**Two hand rules for the scattering phase of phosphorus and its pseudopotential error**

The table holds the s and p logarithmic-derivative phases of an all-electron P atom at 1.709 bohr from −3 to 4.68 Ry, and the errors of a Troullier-Martins potential (ld1.x, PBE, scalar-relativistic). The program sets a flat well, tan φ = kR cot ka, from the zero and the node of each curve and finds misfits of at most 0.029 rad (s) and 0.011 rad (p). It fits the error as −β₀ sin²(φ − φ₀)/(1 − x/D), with a squared denominator and a plain quadratic in energy as alternatives. The chained hand rule stays within 0.0010 rad on every row, while the quadratic errs by up to 0.0023 rad (s) and 0.0069 rad (p). The s channel prefers the squared denominator and the p channel the simple one, so D is not determined as a level energy.

Calculated values. ld1.x 7.5, PBE, scalar-relativistic: spherical P atom (3s2 3p3) and its separable Troullier-Martins pseudopotential (radii s 1.4, p 1.55 bohr; p local; no core correction). Phase = unwrapped arctan(r u'/u) at r = 1.709 bohr, with u = r times the radial function. Error = pseudo minus all-electron, multiples of π matched at the reference levels (s -1.027, p -0.4047 Ry).

## Numerical check

```python
# Table: unwrapped phase arctan(r u'/u) at r = 1.709 bohr versus energy (Ry) for P, all-electron value
# and pseudo-minus-all-electron error, s and p; ld1.x, PBE, scalar-relativistic, Troullier-Martins.
# Tested: rule 1, tan(phi) = kR cot(ka), k^2 = E - V0, set from the zero and the node of the curve;
# rule 2, error = -b0 sin^2(phi-phi0)/(1-x/D), x = E-Eref; rivals: squared denominator, plain c x^2.
T = {
    'energy': [-3.0, -2.52, -2.04, -1.56, -1.08, -0.6, -0.12, 0.36, 0.84, 1.32, 1.8, 2.28, 2.76, 3.24, 3.72, 4.2, 4.68],  # Ry
    'phase_s_all_electron': [0.9955, 0.8687, 0.6619, 0.3102, -0.2083, -0.7003, -1.0164, -1.2032, -1.3204, -1.4, -1.4579, -1.5026, -1.5388, -1.5694, -1.5963, -1.6209, -1.6442],  # rad
    'phase_s_error': [-0.003, -0.0029, -0.0024, -0.0013, 0.0, -0.0007, -0.0023, -0.0037, -0.005, -0.0062, -0.0075, -0.0091, -0.0109, -0.0133, -0.0164, -0.0203, -0.0257],  # rad
    'phase_p_all_electron': [1.1449, 1.0892, 1.0112, 0.8951, 0.7097, 0.397, -0.0874, -0.6006, -0.9538, -1.1641, -1.2945, -1.382, -1.445, -1.4932, -1.532, -1.5648, -1.5936],  # rad
    'phase_p_error': [-0.004, -0.0038, -0.0034, -0.0027, -0.0017, -0.0003, -0.0007, -0.0047, -0.0083, -0.0103, -0.0118, -0.0132, -0.0148, -0.0167, -0.0191, -0.022, -0.0257],  # rad
}
import numpy as np
from scipy.interpolate import CubicSpline
from scipy.optimize import curve_fit, brentq
E = np.array(T['energy'], float)
# typed from the caption and further outputs of the same run: radius, levels, pseudo waves, points around AE node
R, h = 1.709, 0.155
Eref = {'s': -1.02673, 'p': -0.40474}
W = {'s': [0, .0478, .1015, .1675, .252, .3586, .483, .6085, .7104, .7713, .7927, .784, .7542],
     'p': [0, .0136, .0531, .1146, .1924, .2803, .3723, .4626, .5446, .6099, .6532, .6752, .6803]}
ND = {'s': (-.0597, .2054), 'p': (.0241, -.1554)}  # AE wave at 0.62 and 0.775 bohr
def well(e, a, V):
    k = np.sqrt(e - V + 1e-12 + 0j)
    return np.arctan2(R*np.cos(k*a).real, (np.sin(k*a)/k).real)
rms = lambda v: np.sqrt(np.mean(v**2))
worst = lambda v: "rms %.4f, worst %+.4f rad at %.2f Ry" % (rms(v), v[np.argmax(abs(v))], E[np.argmax(abs(v))])
O = {}
print("rounding floor of phases and errors: 0.00005 rad; residual = model - table")
for c in 'sp':
    ph, er = np.array(T['phase_%s_all_electron' % c]), np.array(T['phase_%s_error' % c])
    sp = CubicSpline(E, ph); x = E - Eref[c]; p0 = float(sp(Eref[c])); s0 = float(sp(Eref[c], 1))
    Ez, En = np.interp([0, np.pi/2], -ph, E)
    a, V = round(np.pi/2*np.sqrt(3/(En-Ez)), 2), round(Ez-(En-Ez)/3, 2)
    m = well(E, a, V); pf = curve_fit(well, E, ph, p0=[a, V])[0]
    print("%s rule1: zero %.3f, node %.3f, gap %.3f Ry -> a %.2f bohr, V0 %.2f Ry; %s" % (c, Ez, En, En-Ez, a, V, worst(m-ph)))
    print("%s  least squares a %.3f, V0 %.3f; %s" % (c, pf[0], pf[1], worst(well(E, *pf)-ph)))
    kn = brentq(lambda k: R*np.cos(k*a)*np.cos(p0)-np.sin(k*a)/k*np.sin(p0), np.pi/a, 2*np.pi/a)
    print("%s  R-a %.2f bohr, AE outer node %.2f bohr; next well level, same boundary: x = %.1f Ry" % (c, R-a, .62+h*ND[c][0]/(ND[c][0]-ND[c][1]), kn**2+V-Eref[c]))
    u = np.array(W[c]); Q = h*(np.sum(u[:12]**2)-u[11]**2/2); L0 = R*(u[12]-u[10])/(2*h)/u[11]
    sn = -R*Q/u[11]**2/(1+L0**2); ok = E[abs(p0+s0*x-ph) < 0.05]
    print("%s  phi0 spline %.3f, waves %.3f, well %.3f rad; slope spline %.3f, norm (Q %.3f) %.3f rad/Ry; tangent within 0.05 rad: %.2f..%.2f Ry" % (c, p0, np.arctan(L0), well(Eref[c], a, V), s0, Q, sn, ok.min(), ok.max()))
    S = np.sin(ph-p0)**2; big = abs(er) >= 0.001
    for n in (2, 1):
        f = lambda xx, b, D: -b*S/(1-xx/D)**n
        b, D = curve_fit(f, x, er, p0=[.005, 9], bounds=([0, x.max()+.05], [1, 99]))[0]
        print("%s rule2 power %d: b0 %.5f, D %.2f Ry; %s; worst rel. (|err|>=0.001) %.0f%%" % (c, n, b, D, worst(f(x, b, D)-er), 100*np.max(abs(f(x, b, D)[big]/er[big]-1))))
    cq = np.sum(er*x**2)/np.sum(x**4)
    print("%s  rival c x^2: c %.5f rad/Ry^2; %s; worst rel. %.0f%%" % (c, cq, worst(cq*x**2-er), 100*np.max(abs(cq*x[big]**2/er[big]-1))))
    b, D, q0 = round(b, 4), round(D, 1), round(p0, 2)
    hand = -b*np.sin(m-q0)**2/(1-x/D); beta = -er/S; cw = E[big & (abs(b/np.maximum(beta, 1e-9)-1) < 0.3)]
    print("%s  by hand (rule1 phase, phi0 %.2f, b0 %.4f, D %.1f): %s; worst rel. %.0f%%" % (c, q0, b, D, worst(hand-er), 100*np.max(abs(hand[big]/er[big]-1))))
    print("%s  constant b0 within 30%% from %.2f to %.2f Ry; beta last/first %.1f; max|err| %.4f rad" % (c, cw.min(), cw.max(), beta[-1]/beta[0], abs(er).max()))
    O[c] = dict(a=a, V=V, b=b, D=D, q0=q0, m=m, ph=ph, er=er, hand=hand, beta=beta, S=S, dE=er/sp(E, 1), x=x)
    assert np.all(np.diff(ph) < 0) and np.all(er <= 0) and abs(er).max() < 0.1
    assert abs(sn/s0-1) < 0.1
    assert beta[-1] > 3*beta[0]
print("E/Ry | s then p: rule1 resid, hand err, resid (rad), 1000*beta(+-floor), energy shift Ry")
for i, e in enumerate(E):
    print("%5.2f" % e + "".join(" | %+.3f %+.4f %+.4f %4.1f(%.1f) %.3f" % (o['m'][i]-o['ph'][i], o['hand'][i], o['hand'][i]-o['er'][i], 1e3*o['beta'][i], .05/o['S'][i], o['dE'][i]) for o in O.values()))
for e in (-2.04, 1.80):
    i = int(np.argmin(abs(E-e)))
    for c, o in O.items():
        k = np.sqrt(abs(e-o['V']))
        print("worked %s %.2f: E-V0 %+.2f, |k| %.3f, |k|a %.3f, tan %+.3f, phi %+.3f (table %+.4f), sin2 %.3f, x %+.3f, 1-x/D %.3f, err %+.4f (table %+.4f)" % (c, e, e-o['V'], k, k*o['a'], np.tan(o['m'][i]), o['m'][i], o['ph'][i], np.sin(o['m'][i]-o['q0'])**2, o['x'][i], 1-o['x'][i]/o['D'], o['hand'][i], o['er'][i]))
```

Running it gives:

```
rounding floor of phases and errors: 0.00005 rad; residual = model - table
s rule1: zero -1.273, node 3.265, gap 4.538 Ry -> a 1.28 bohr, V0 -2.79 Ry; rms 0.0128, worst -0.0291 rad at -1.56 Ry
s  least squares a 1.293, V0 -2.737; rms 0.0073, worst -0.0123 rad at 4.68 Ry
s  R-a 0.43 bohr, AE outer node 0.65 bohr; next well level, same boundary: x = 12.0 Ry
s  phi0 spline -0.268, waves -0.264, well -0.286 rad; slope spline -1.119, norm (Q 0.445) -1.153 rad/Ry; tangent within 0.05 rad: -1.56..-0.60 Ry
s rule2 power 2: b0 0.00439, D 9.59 Ry; rms 0.0001, worst +0.0003 rad at -3.00 Ry; worst rel. (|err|>=0.001) 9%
s rule2 power 1: b0 0.00543, D 7.11 Ry; rms 0.0006, worst +0.0010 rad at 3.72 Ry; worst rel. (|err|>=0.001) 29%
s  rival c x^2: c -0.00077 rad/Ry^2; rms 0.0013, worst +0.0023 rad at 0.84 Ry; worst rel. 83%
s  by hand (rule1 phase, phi0 -0.27, b0 0.0054, D 7.1): rms 0.0006, worst +0.0010 rad at 3.72 Ry; worst rel. 27%
s  constant b0 within 30% from -1.56 to 1.32 Ry; beta last/first 8.1; max|err| 0.0257 rad
p rule1: zero -0.207, node 4.300, gap 4.507 Ry -> a 1.28 bohr, V0 -1.71 Ry; rms 0.0058, worst -0.0106 rad at -1.08 Ry
p  least squares a 1.292, V0 -1.675; rms 0.0030, worst -0.0043 rad at -2.52 Ry
p  R-a 0.43 bohr, AE outer node 0.64 bohr; next well level, same boundary: x = 12.0 Ry
p  phi0 spline 0.216, waves 0.218, well 0.209 rad; slope spline -0.997, norm (Q 0.280) -1.001 rad/Ry; tangent within 0.05 rad: -0.60..-0.12 Ry
p rule2 power 2: b0 0.00764, D 10.88 Ry; rms 0.0003, worst +0.0008 rad at -3.00 Ry; worst rel. (|err|>=0.001) 20%
p rule2 power 1: b0 0.00838, D 7.30 Ry; rms 0.0002, worst +0.0004 rad at 3.72 Ry; worst rel. (|err|>=0.001) 6%
p  rival c x^2: c -0.00113 rad/Ry^2; rms 0.0036, worst +0.0069 rad at 1.32 Ry; worst rel. 90%
p  by hand (rule1 phase, phi0 0.22, b0 0.0084, D 7.3): rms 0.0002, worst +0.0004 rad at 3.72 Ry; worst rel. 7%
p  constant b0 within 30% from -2.52 to 1.80 Ry; beta last/first 4.4; max|err| 0.0257 rad
E/Ry | s then p: rule1 resid, hand err, resid (rad), 1000*beta(+-floor), energy shift Ry
-3.00 | -0.017 -0.0038 -0.0008  3.3(0.1) 0.013 | -0.007 -0.0039 +0.0001  6.2(0.1) 0.039
-2.52 | -0.021 -0.0036 -0.0007  3.5(0.1) 0.009 | -0.007 -0.0038 +0.0000  6.5(0.1) 0.028
-2.04 | -0.026 -0.0029 -0.0005  3.7(0.1) 0.004 | -0.008 -0.0034 -0.0000  6.7(0.1) 0.017
-1.56 | -0.029 -0.0014 -0.0001  4.3(0.2) 0.001 | -0.009 -0.0028 -0.0001  6.8(0.1) 0.009
-1.08 | -0.019 -0.0000 -0.0000 -0.0(13.9) -0.000 | -0.011 -0.0016 +0.0001  7.6(0.2) 0.003
-0.60 | -0.003 -0.0010 -0.0003  4.0(0.3) 0.001 | -0.011 -0.0002 +0.0001  9.3(1.5) 0.000
-0.12 | +0.004 -0.0028 -0.0005  5.0(0.1) 0.005 | -0.006 -0.0008 -0.0001  7.8(0.6) 0.001
 0.36 | +0.005 -0.0043 -0.0006  5.7(0.1) 0.012 | +0.002 -0.0050 -0.0003  8.8(0.1) 0.005
 0.84 | +0.004 -0.0055 -0.0005  6.6(0.1) 0.025 | +0.004 -0.0086 -0.0003  9.8(0.1) 0.015
 1.32 | +0.003 -0.0066 -0.0004  7.6(0.1) 0.044 | +0.004 -0.0106 -0.0003 10.7(0.1) 0.031
 1.80 | +0.002 -0.0077 -0.0002  8.7(0.1) 0.072 | +0.003 -0.0120 -0.0002 11.8(0.1) 0.054
 2.28 | +0.001 -0.0090 +0.0001 10.2(0.1) 0.110 | +0.003 -0.0133 -0.0001 13.2(0.1) 0.087
 2.76 | -0.001 -0.0106 +0.0003 11.9(0.1) 0.158 | +0.002 -0.0147 +0.0001 14.9(0.1) 0.131
 3.24 | -0.002 -0.0126 +0.0007 14.3(0.1) 0.224 | +0.002 -0.0164 +0.0003 17.0(0.1) 0.187
 3.72 | -0.003 -0.0154 +0.0010 17.4(0.1) 0.308 | +0.001 -0.0187 +0.0004 19.7(0.1) 0.259
 4.20 | -0.005 -0.0195 +0.0008 21.3(0.1) 0.409 | +0.001 -0.0217 +0.0003 23.0(0.1) 0.346
 4.68 | -0.006 -0.0265 -0.0008 26.7(0.1) 0.537 | +0.001 -0.0261 -0.0004 27.2(0.1) 0.451
worked s -2.04: E-V0 +0.75, |k| 0.866, |k|a 1.109, tan +0.737, phi +0.635 (table +0.6619), sin2 0.619, x -1.013, 1-x/D 1.143, err -0.0029 (table -0.0024)
worked p -2.04: E-V0 -0.33, |k| 0.574, |k|a 0.735, tan +1.568, phi +1.003 (table +1.0112), sin2 0.498, x -1.635, 1-x/D 1.224, err -0.0034 (table -0.0034)
worked s 1.80: E-V0 +4.59, |k| 2.142, |k|a 2.742, tan -8.677, phi -1.456 (table -1.4579), sin2 0.859, x +2.827, 1-x/D 0.602, err -0.0077 (table -0.0075)
worked p 1.80: E-V0 +3.51, |k| 1.873, |k|a 2.398, tan -3.482, phi -1.291 (table -1.2945), sin2 0.996, x +2.205, 1-x/D 0.698, err -0.0120 (table -0.0118)
```
